The quadratic numerator in rational function optimisation, tested on the umbrella motion of H₃O⁺

1. The result and its conventions

At the current geometry let g be the gradient, H the exact Hessian and s the step. Energies are in hartree (Eh) and lengths in bohr, and the 1 in the denominator below means 1 bohr². Rational function optimisation (RFO), set out for geometry searches by Banerjee, Adams, Simons and Shepard in 1985, models the energy change as

ε(s) = (g·s + ½ s·Hs)/(1 + s·s).

Predict: form the vector v = (s, 1), one element longer than s, and the bordered matrix A = [[H, g], [gᵀ, 0]]. What are v·Av and v·v?

Multiplying out gives v·Av = s·Hs + 2g·s and v·v = 1 + s·s. Hence ε = ½ v·Av/v·v, half a Rayleigh quotient. Its stationary points are the eigenvectors of A scaled to last element 1, and Av = Lv has two rows:

(H − L)s = −g, L = g·s, with ε = L/2.

In the eigenbasis of H, with eigenvalues h₁ ≤ h₂ ≤ … and gradient components g_i, the first row gives s_i = g_i/(L − h_i), and the second becomes L = Σ g_i²/(L − h_i). The trial vectors (e₁, 0) and (0, 1), with e₁ the softest eigenvector of H, have Rayleigh quotients h₁ and 0, so the lowest root obeys L ≤ min(h₁, 0); the inequality is strict when g₁ ≠ 0. Then H − L is positive definite and g·s = L < 0, so the step points downhill. Near a minimum L ≈ −g·H⁻¹g is of order g², the step departs from the Newton step −H⁻¹g only at order g³, and quadratic convergence survives. In one dimension L² − hL − g² = 0, and the lower root gives

s₀ = −2g/(h + W), L₀ = (h − W)/2, W = √(h² + 4g²).

2. Where the assumption enters

The whole construction rests on one line: the numerator is a quadratic form in v. That holds because the Taylor series of the energy was cut after the Hessian. The true energy change is

ΔE = g·s + ½ s·Hs + (1/6)T[s,s,s] + …,

where T is the tensor of third derivatives, T[s,s,s] = Σ T_ijk s_i s_j s_k, and T[s,s] will denote the vector with components Σ T_ijk s_j s_k. The derivation assumes that T does not matter over the length of the step.

Predict: the denominator makes ε non-quadratic. Does it supply a stand-in for T? Expand the one-dimensional model in powers of s before reading on.

The expansion is ε = gs + ½hs² − gs³ − ½hs⁴ + …. The model therefore carries an implied third derivative −6g and an implied fourth derivative −12h. Neither contains any information on the real anharmonicity. The implied third derivative even vanishes as the minimum is approached, whereas the real one, t, stays finite. Since g ≈ −hs for a step near a minimum, the term −gs³ counts as fourth order in the step length, and the neglected ts³/6 is third order. The denominator regularises the step; it does not describe the surface.

3. Dropping the assumption

Keep the denominator and restore the cubic term:

ε(s) = N/D, N = g·s + ½ s·Hs + (1/6)T[s,s,s], D = 1 + s·s.

Stationarity means ∇N = ε∇D. With ∇N = g + Hs + ½T[s,s], ∇D = 2s and the definition L = 2ε, the first row becomes

(H − L)s = −g − ½T[s,s].

Predict: does L = g·s survive? Take the scalar product of this row with s and compare it with LD = 2N.

The product gives g·s + s·Hs + ½T[s,s,s] = L s·s. The definition gives 2g·s + s·Hs + ⅓T[s,s,s] = L + L s·s. Subtracting the first from the second leaves

L = g·s − (1/6)T[s,s,s].

The energy change of the model is still L/2, but the two rows are now nonlinear in s. There is no matrix to diagonalise, and the interlacing bound has no footing. The function N/D also grows linearly at large s with either sign, so it has no global minimum, and only the stationary point that connects to s₀ as T → 0 has a meaning.

Now treat T to first order: s = s₀ + δs and L = L₀ + δL. Since the uncorrected model is stationary at s₀, the first-order change of its value is the added term evaluated at the old step:

δε = δL/2 = T[s₀,s₀,s₀]/(6(1 + s₀·s₀)).

Linearising the first row gives (H − L₀)δs − δL s₀ = −½T[s₀,s₀], so

δs = (H − L₀)⁻¹(δL s₀ − ½T[s₀,s₀]).

The second row checks this. It demands δL = g·δs − T[s₀,s₀,s₀]/6. Put g = −(H − L₀)s₀; then g·δs = −δL s₀·s₀ + ½T[s₀,s₀,s₀], and δL(1 + s₀·s₀) = ⅓T[s₀,s₀,s₀], the value found above.

In one dimension, eliminating L from the two rows leaves a quartic,

g(1 − s²) + hs + ½ts² + (1/6)ts⁴ = 0.

At t = 0 its derivative with respect to s is h − 2gs₀ = h − 2L₀ = W, and implicit differentiation with respect to t gives the first correction in closed form:

δs = −t s₀²(3 + s₀²)/(6W), δε = t s₀³/(6(1 + s₀²)).

Predict: for h > 0 and small g, which is larger, δs or the amount by which RFO shortens the Newton step?

Expand both. The RFO step is s₀ = −g/h + g³/h³ − …, so its damping is g³/h³. The correction is δs = −tg²/(2h³) + …, one order lower in g; it is the extra term of Chebyshev's third-order root-finding step. The ratio of correction to damping is |t/(2g)|, which grows without bound at convergence. Note also that δs has the sign of −t whichever way the step goes: it always pushes toward the softer side of the well.

4. The umbrella coordinate of H₃O⁺

Let q be the distance of the O nucleus from the plane of the three H nuclei, varied at fixed O–H length with C₃v symmetry kept. As typical inputs take r(OH) ≈ 0.98 Å, an H–O–H angle θ ≈ 112° and an inversion barrier of about 700 cm⁻¹. The H–H distance is 2r sin(θ/2) and the circumradius of the H₃ triangle is that divided by √3, so the minimum lies at

q₀ = r√(1 − (4/3)sin²(θ/2)) = 0.283 Å = 0.535 bohr,

and the barrier is V_b = 3.19 mEh. These two rounded values define the model, the simplest symmetric double well:

V(q) = V_b(1 − x²)², x = q/q₀.

Its derivatives are g = 4V_b x(x² − 1)/q₀, h = 4V_b(3x² − 1)/q₀², t = 24V_b x/q₀³ and, at fourth order, u = 24V_b/q₀⁴. At the minimum h = 0.0892 Eh/bohr², t = 0.500 Eh/bohr³ and u = 0.935 Eh/bohr⁴. The fourth derivative that RFO implies there is −12h = −1.07 Eh/bohr⁴, similar in size and opposite in sign.

Predict: a different electronic structure method doubles the barrier and leaves q₀ and the shape alone. How do s₀ and δs change?

They do not. Scaling the energy multiplies g, h, t, W and L by one factor, which cancels from s₀, from δs and from the quartic. All step lengths below depend only on q₀ and on the shape of the well; the barrier height enters only the energies.

Start at q = q₀ + δ, so that the ideal step is −δ and the residual after a step s is δ′ = δ + s. Write a = t/h = 3/q₀ and b = u/h = 3/q₀² at the minimum. Then g/h at the starting point is δ(1 + aδ/2 + bδ²/6)/(1 + aδ + bδ²/2) = δ − aδ²/2 + (a²/2 − b/3)δ³ + …, and adding the damping δ³ gives

δ′ = (a/2)δ² + (1 + b/3 − a²/2)δ³ + … = 2.80 δ² − 11.2 δ³ + … (bohr).

This shows what the cubic term does to the convergence claim: it leaves the order at two and sets the constant, a/2 = 3/(2q₀) = 2.80 bohr⁻¹. On an exactly quadratic surface the residual would be δ³ alone. The RFO damping contributes the 1 in the cubic coefficient, against −7/(2q₀²) = −12.2 from anharmonicity.

Adding δs removes the δ² term. Expanding −tg²/(2h³) about the minimum gives −(a/2)δ² + (a² − b/2)δ³, so the new residual is (1 + a²/2 − b/6)δ³ = 15.0 δ³. Solving the quartic in full, which sums all orders in t, also removes the a²/2 and leaves (1 − b/6)δ³ = −0.75 δ³; in that coefficient the damping and the still neglected fourth derivative partly cancel.

Predict: δ = +0.10 bohr is the more pyramidal side, δ = −0.10 bohr the side of the barrier. On which side does RFO overshoot, and on which is the first-order correction more trustworthy?

The local curvature is larger than at the minimum on the outer wall and smaller on the inner flank, so the step falls short from outside and overshoots from inside; either way it lands at δ′ > 0. The table gives the Newton step s_N = −g/h, the RFO step, its first correction, their sum and the root s_c of the quartic, all in bohr. Four decimals are kept so that differences within the model can be read.

δ | s_N | s₀ | δs | s₀ + δs | s_c | δs/s₀
+0.10 | −0.0805 | −0.0799 | −0.0130 | −0.0930 | −0.1006 | +16 %
+0.05 | −0.0442 | −0.0442 | −0.0046 | −0.0488 | −0.0501 | +10 %
−0.05 | +0.0590 | +0.0588 | −0.0119 | +0.0469 | +0.0501 | −20 %
−0.10 | +0.1499 | +0.1467 | −0.0963 | +0.0504 | +0.1010 | −66 %

Three things can be read off. First, the correction is 10 to 20 per cent of the step at |δ| = 0.05 bohr. Second, it dwarfs the feature that distinguishes RFO from Newton in this region: |δs| is 25 times the damping at δ = +0.10 and 30 times at δ = −0.10, on either side of the leading estimate 3/(2q₀|δ|) = 28. Third, at δ = −0.10 the first-order term turns an overshoot of 0.047 bohr into an undershoot of 0.050 bohr and so gains nothing, while s_c is within about 0.001 bohr of the ideal step. The expansion parameter is δs/s₀ ≈ −ts₀/(2W), and at two thirds it is too large for one term.

5. The predicted energy and the trust ratio

Optimisers compare the real change ΔE = V(q + s₀) − V(q) with the prediction L₀/2 and adjust a trust radius from the ratio ρ = ΔE/(L₀/2).

Predict: use the sign of δε to say whether ρ is above or below 1 on each side of the minimum.

With t > 0, δε has the sign of s₀. From outside the step is negative, the true drop is deeper than predicted and ρ > 1; from inside ρ < 1. In mEh:

δ | L₀/2 | δε | L₀/2 + δε | ΔE | ρ
+0.10 | −0.4625 | −0.0502 | −0.5127 | −0.5144 | 1.11
−0.10 | −0.4820 | +0.2094 | −0.2727 | −0.2605 | 0.54

The cubic term accounts for most of the gap in both rows. For a quartic well the remainder is known exactly: ΔE = N + us₀⁴/24 and L₀/2 + δε = N/(1 + s₀²), so the remainder is us₀⁴/24 + s₀²(L₀/2 + δε), of fourth order in the step near the minimum. To leading order ρ − 1 = ts₀²/(3g), so the trust ratio acts as a running estimate of the third derivative along the step.

6. Where the expansion fails

At the inflection point x = 1/√3, q = 0.309 bohr, the curvature vanishes, the Newton step is undefined, and the ideal step is 0.226 bohr.

Predict: find s₀ for h = 0 and g < 0, and then δs.

With h = 0, W = 2|g| and s₀ = +1 bohr whatever the gradient. The length comes from the denominator alone. Here g = −0.00918 Eh/bohr, so RFO predicts L₀/2 = −4.59 mEh, although only V = 4V_b/9 = 1.42 mEh lies between this point and the minimum. The first corrections are δs = −t/(3|g|) = −3/q₀² = −10.5 bohr and δε = t/12 = +24.1 mEh, both far larger than the terms they correct. On the model surface the step raises the energy by 78 mEh. That figure lies well outside the range where a quartic describes the ion, but its sign makes the point: g·s < 0 fixes the initial slope along the step, and only the quadratic assumption turns it into a promise that the energy falls. The quartic with h = 0 is a quadratic in s², (t/6)s⁴ + (t/2 + |g|)s² − |g| = 0, and its root is s_c = 0.242 bohr, close to the ideal step. Once W is small, it is t and not the denominator that ought to set the step.

Nearer the planar structure h is negative, tending to −0.0446 Eh/bohr², and h + W ≈ 2g²/|h|, so |s₀| ≈ |h/g| diverges as g → 0. At q = 0.05 bohr the step is 19.7 bohr. At the plane itself g and t both vanish by reflection symmetry, the lowest eigenvector of A is (e₁, 0) with L = h₁ and cannot be scaled to last element 1, and the first neglected term is the fourth derivative. This is why practical RFO codes cap or rescale the step.

7. What else is of similar size

The unit in the denominator. With D = 1 + αs² the same algebra gives s₀ = −2g/(h + √(h² + 4αg²)) and a damping αg³/h³. Measuring s in ångström corresponds to α = 0.280 bohr⁻², which shrinks the damping further and lengthens the step at the inflection point to 1/√α = 1.89 bohr. The leading δs does not contain α.

The coordinate. Third derivatives change under a nonlinear change of variable. Use the arc y = rφ with q = r sin φ and r = 1.852 bohr. At the minimum, where g = 0, the chain rule gives V_yy = hq′² and V_yyy = tq′³ + 3hq′q″, with q′ = cos φ and q″ = −sin φ/r, so V_yyy/V_yy = (3/q₀)cos 2φ₀/cos φ₀. Converting displacements back to q divides by one more cos φ₀, so the convergence constant is multiplied by cos 2φ₀/cos²φ₀ = 0.91 and becomes 2.55 bohr⁻¹. In Cartesian coordinates T[s,s] also has a component along the stretches: a straight move of length y across a bond lengthens it by y²/(2r), which is 0.0027 bohr for y = 0.10 bohr, and δs must take that back.

The shape. Multiply the well by (1 + cx²), which keeps the minimum and the barrier. Then q₀t/h at the minimum is 3 + 6c/(1 + c), so c = 0.1 raises the constant by 18 per cent. The quartic form is an assumption, and the model's corrections should be read to about that relative accuracy as statements about the ion.

8. Why the correction is rarely computed

Predict: after the step s₀ has been taken, a new gradient must be evaluated anyway. Expand it about the old point.

It is g + Hs₀ + ½T[s₀,s₀] + … = L₀s₀ + ½T[s₀,s₀] + …, by the first row of the eigenproblem. Since L₀s₀ and δL s₀ are of third and fourth order in the step, δs equals −(H − L₀)⁻¹ times the new gradient at leading order. The first correction is the next step taken with the old Hessian, and it costs one gradient and no third derivatives. Near the minimum the quadratic assumption is thus repaired by iterating, at a rate set by t/(2h), the model's 2.80 bohr⁻¹ for the umbrella height. On the inner flank, where the model's correction reaches two thirds of the step at 0.10 bohr from the minimum and exceeds the step near the inflection point, one more gradient at a far-off point repairs nothing, and the step has to be restricted before it is taken.